**Question: Why does Poisson's ratio of tungsten rise under pressure?**

I am looking at computed elastic moduli of body-centred cubic tungsten, squeezed from 3 to 35 GPa:

Ansatz 0.2.0, scalar-relativistic DFT with PBE, plane waves and PAW: body-centred cubic W without spin polarization, cutoff 420 eV, 20×20×20 k mesh, Fermi-Dirac smearing of 0.15 eV. The moduli are Voigt-Reuss-Hill averages of relaxed-ion stress-strain coefficients of the compressed cell, from strains of amplitude 0.005. Positive pressure means compression.

```tsv
volume (Å³/atom)	shortest distance (Å)	bulk modulus (GPa)	least elastic eigenvalue (GPa)	pressure (GPa)	shear modulus (GPa)	youngs modulus (GPa)	poisson ratio
14.674	2.671	439.8	196.50	35.00	198.20	517.0	0.304
15.300	2.709	375.4	171.90	18.00	176.00	456.5	0.297
15.425	2.716	363.7	167.40	15.00	171.80	445.3	0.296
15.736	2.734	335.8	156.70	8.00	161.90	418.5	0.292
15.784	2.737	331.7	155.10	7.00	160.40	414.5	0.292
15.980	2.748	315.3	148.70	3.00	154.50	398.4	0.289
```

That a squeezed metal gets stiffer doesn't surprise me. But if all the bonds stiffen together, I'd think that every modulus should grow by the same factor and Poisson's ratio should stay put. Instead it climbs, except between 7 and 8 GPa, where it seems to stall. What favours the bulk modulus over the shear modulus, and does the stall mean anything?

**Answer**

Your reasoning would hold if every contribution to the stiffness grew by the same factor. But a crystal under pressure is also a loaded structure, and the load itself weakens its resistance to shear. A simple model shows that this second effect is large enough to explain the rise.

**What the ratio measures**

The bulk modulus $K$ is the resistance to a change of volume, the shear modulus $G$ the resistance to a change of shape. Poisson's ratio, the sideways contraction of a pulled bar divided by its lengthwise stretch, depends only on $K/G$:

$$\nu=\frac{3K-2G}{2(3K+G)}.$$

A liquid marks one limit: it has no shear stiffness, and $\nu$ is 1/2. Tungsten moves a small step in that direction on compression, because $K$ rises by 39 % over the series and $G$ by only 28 %.

**Why both moduli rise**

The nearest atoms come only 2.8 % closer, yet the bulk modulus grows by more than a third. Springs of fixed stiffness could not do that. In a real metal the repulsion between atoms steepens quickly as they approach, and the bonding d orbitals overlap more strongly. This is an argument from general physics; the table gives only the total and can't separate the two contributions.

The bulk modulus gains about 4.0 GPa per GPa of pressure between 3 and 15 GPa, and 3.8 between 15 and 35 GPa. A simple model makes this slowing plausible. Let the energy be a repulsion $AV^{-a}$ less an attraction $BV^{-b}$, with $V$ the volume and $a>b>0$. Differentiating gives $dK/dP=a+b+2$ at zero pressure, but only $a+1$ when the repulsion dominates. The slope must therefore fall on the way from one limit to the other.

**What the load does to shear**

Now take a cubic crystal in which, as in tungsten, every atom is a centre of symmetry, and let the atoms interact only by pushes and pulls along the lines joining them. Three elastic constants describe it. $C_{11}$ links stretch and stress along the same cube edge, $C_{12}$ links a stretch along one edge to the stress along another, and $C_{44}$ is the resistance to shearing the cube faces.

Consider first such a crystal without load. A bond with components $x$ and $y$ responds to a stretch along the first edge in proportion to $x^2$, to a stretch along the second in proportion to $y^2$, and to a shear in proportion to $xy$. So $C_{12}$ sums $x^2\cdot y^2$ over the bonds, and $C_{44}$ sums $(xy)^2$. These are the same sum, and the two constants are equal.

Pressure $P$ breaks this equality in two ways:

- **Shear gets easier.** A compressed bond pushes outward along its own line. When shear tilts the bond, part of that push points sideways and helps the tilt along, as in a loaded strut that starts to lean. This lowers $C_{44}$ by $P$.
- **The cross-coupling grows.** A stretch along one edge enlarges the faces that carry the push along another edge. The same push spread over a larger face is a smaller compressive stress, and this raises $C_{12}$ by $P$.

For central forces the result is therefore

$$C_{12}-C_{44}=2P.$$

The link to your table comes from the averages $K=(C_{11}+2C_{12})/3$ and $G=(C_{11}-C_{12}+3C_{44})/5$. Together they give $K-\tfrac53G=C_{12}-C_{44}$. The tabulated $G$ is a slightly different average, but here the difference is below 0.2 GPa. With central forces alone, $K-\tfrac53G$ would therefore be entirely the work of the load. In a real metal it also contains a part that comes from other forces.

**The estimate for 35 GPa**

Start from the 3 GPa row, where $K-\tfrac53G$ is 57.8 GPa. The pressure rises by 32 GPa, so the central-force rule adds 64 GPa. With the computed shear modulus of the 35 GPa row,

$$K\approx\tfrac53(198.2)+57.8+64\approx452\ \text{GPa},$$

and Poisson's ratio becomes 0.309. The table has 0.304. The estimate has no adjustable constant, but it does borrow its starting point from one row and its shear modulus from the other.

The instructive comparison is with the same estimate without the 64 GPa. Poisson's ratio would then fall to 0.282, below the 0.289 from which it started. The shear modulus used here already includes the softening by the load; without that too, the model would be expected to put the ratio lower still. Stiffer bonds alone would thus make tungsten less liquid-like, provided that the part of $K-\tfrac53G$ that doesn't come from the load doesn't grow with them. In the model it even shrinks, as the next section shows. The load turns the trend round.

**Where the picture fails**

The central-force rule predicts the change much better than the value itself. At 3 GPa it allows a difference of only 6 GPa between $C_{12}$ and $C_{44}$, a small part of the 57.8 GPa computed. Tungsten is a metal, and much of its cohesion comes from shared electrons that don't act as pushes and pulls between pairs of atoms.

Nor does this extra part stay constant. It shrinks from about 52 to 39 GPa along the series, so the rule overstates the rise of Poisson's ratio by roughly a third. The numbers establish that $K-\tfrac53G$ grows at about four fifths of the predicted rate. That the load causes this growth is the argument from theory given above, and why the remainder shrinks is left open.

**The stall and the least eigenvalue**

The stall between 7 and 8 GPa is rounding. With more digits the ratio still rises there, by 0.0006, but both values happen to round to 0.292. The rows are unevenly spaced in pressure, and these two are the closest neighbours.

The least elastic eigenvalue is the stiffness of the crystal's softest way to deform, which here is the shear measured by $C_{44}$. It rises by 32 %, faster than $G$, because $G$ also averages in a second shear constant, $C'=(C_{11}-C_{12})/2$, that rises by only 23 %. The ratio $C_{44}/C'$ goes from 0.91 to 0.98, so compression brings the crystal closer to responding alike in all directions. These data don't reveal why $C_{44}$ gains more. PBE commonly gives too low a $C_{44}$ for tungsten, and the real metal is almost isotropic already at ambient pressure, so the starting anisotropy is probably exaggerated.

**How to use this**

For a neighbouring case, compare two rates. If both moduli grow, Poisson's ratio rises when the gain in $K$, divided by the gain in $G$, exceeds the present $K/G$. With the central-force rule this becomes

$$\frac{\Delta G}{\Delta P}<\frac{2}{K/G-5/3},$$

for a cubic metal in which every atom is a centre of symmetry and $K/G$ is above 5/3. For tungsten at 3 GPa the right side is about 5, while $G$ gains only about 1.5 GPa per GPa. The rise is thus far from a close call, even though the rule is only approximate.

The absolute moduli deserve more caution than their trend, because elastic constants of metals can be sensitive to the k mesh. This caution comes from the data makers' tests on other systems; the tungsten runs themselves gave no such warning, and there is no second mesh to show how much it matters here. The rows are also a selection, from which failed runs and some with known faults or graver warnings were left out. The printed analysis after this answer lists the differences and ratios for each row.

The analysis program printed:

```
Bulk against shear in GPa:
     row   P    K/G  K-5G/3  2P  remainder
  14.674  35  2.219   109.5  70      39.47
    15.3  18  2.133   82.07  36      46.07
  15.425  15  2.117   77.37  30      47.37
  15.736   8  2.074   65.97  16      49.97
  15.784   7  2.068   64.37  14      50.37
   15.98   3  2.041    57.8   6       51.8
The two cubic shear constants in GPa:
     row    C44     C'  C44/C'
  14.674  196.5  200.8  0.9784
    15.3  171.9  182.2  0.9434
  15.425  167.4  178.7  0.9369
  15.736  156.7  170.1  0.9214
  15.784  155.1  168.8   0.919
   15.98  148.7  163.6  0.9088
Shortening of the contact from 3 to 35 GPa in percent: 2.802
Loss of volume from 3 to 35 GPa in percent: 8.173
Rise of bulk modulus from 3 to 35 GPa in percent: 39.49
Rise of shear modulus from 3 to 35 GPa in percent: 28.28
Rise of Youngs modulus from 3 to 35 GPa in percent: 29.77
Rise of C44 from 3 to 35 GPa in percent: 32.15
Rise of C' from 3 to 35 GPa in percent: 22.75
Gain of bulk modulus per GPa of pressure from 3 to 15 GPa: 4.033
Gain of bulk modulus per GPa of pressure from 15 to 35 GPa: 3.805
Bulk modulus from the pressure-volume slope between 8 and 18 GPa in GPa: 355.9
Mean tabulated bulk modulus of these two rows in GPa: 355.6
C12 - C44 from the full tensor at 18 GPa in GPa: 82.05
Growth of K-5G/3 from 3 to 35 GPa in GPa: 51.67
Growth of 2P from 3 to 35 GPa in GPa: 64
Poisson ratio at 35 GPa if K-5G/3 had stayed at its 3 GPa value: 0.2818
Poisson ratio at 35 GPa if K-5G/3 had grown by 2P: 0.3088
Poisson ratio at 8 GPa less that at 7 GPa with more digits: 0.00056
```
